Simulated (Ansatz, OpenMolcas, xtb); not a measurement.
## GeSiH6O (SMILES [SiH3][O][GeH3]): methods side by side

GeSiH6O has 9 atoms, charge 0, and is taken as a singlet. As SMILES, `[SiH3][O][GeH3]`. Geometry: relaxed at PBE0-D4/def2-TZVP.

Quantity: the HOMO–LUMO gap, in eV. The values are calculated.

```csv
level,kind,program,value (eV)
GFN1-xTB,semi-empirical,xtb,5.63
HF/def2-SVP,Hartree–Fock,Ansatz,15.46
SVWN5/def2-SVP,LDA,Ansatz,5.85
PBE/def2-SVP,GGA,OpenMolcas,6.07
r2SCAN/def2-SVP,meta-GGA,Ansatz,6.81
B3LYP/def2-SVP,global hybrid,Ansatz,8.01
CAM-B3LYP/def2-SVP,range-separated hybrid,Ansatz,10.91
PBE-QIDH/def2-SVP,double hybrid,Ansatz,12.65
```

All-electron rows without a relativistic Hamiltonian named are non-relativistic. The values span 5.63 to 15.46 eV. Orbital gaps aren't excitation energies, and those of double hybrids come from the SCF part alone; they tend to grow with the share of exact exchange.

Every method gives GeSiH6O a wide gap, as expected for a saturated molecule with polar Si–O and Ge–O σ bonds and no low-lying π* level. The HOMO is probably mainly an oxygen 2p lone pair, stabilised by oxygen's high electronegativity and by some delocalisation into σ* orbitals on the silyl and germyl groups. The LUMO is probably of σ* character, with possible diffuse admixture.

The size of the gap is far less certain than its presence. SVWN5 and PBE lie close together at 5.85 and 6.07 eV, while CAM-B3LYP reaches 10.91 eV and Hartree–Fock 15.46 eV, probably because nonlocal exchange lowers the occupied levels while leaving the empty ones without a matching attraction. The GFN1-xTB value of 5.63 eV falls near the semilocal results, but this agreement doesn't independently support a small gap, since the model is parametrised. With no diffuse functions in def2-SVP, the larger gaps can't be taken as converged estimates of the fundamental gap, as a weakly bound or unbound LUMO is poorly described.
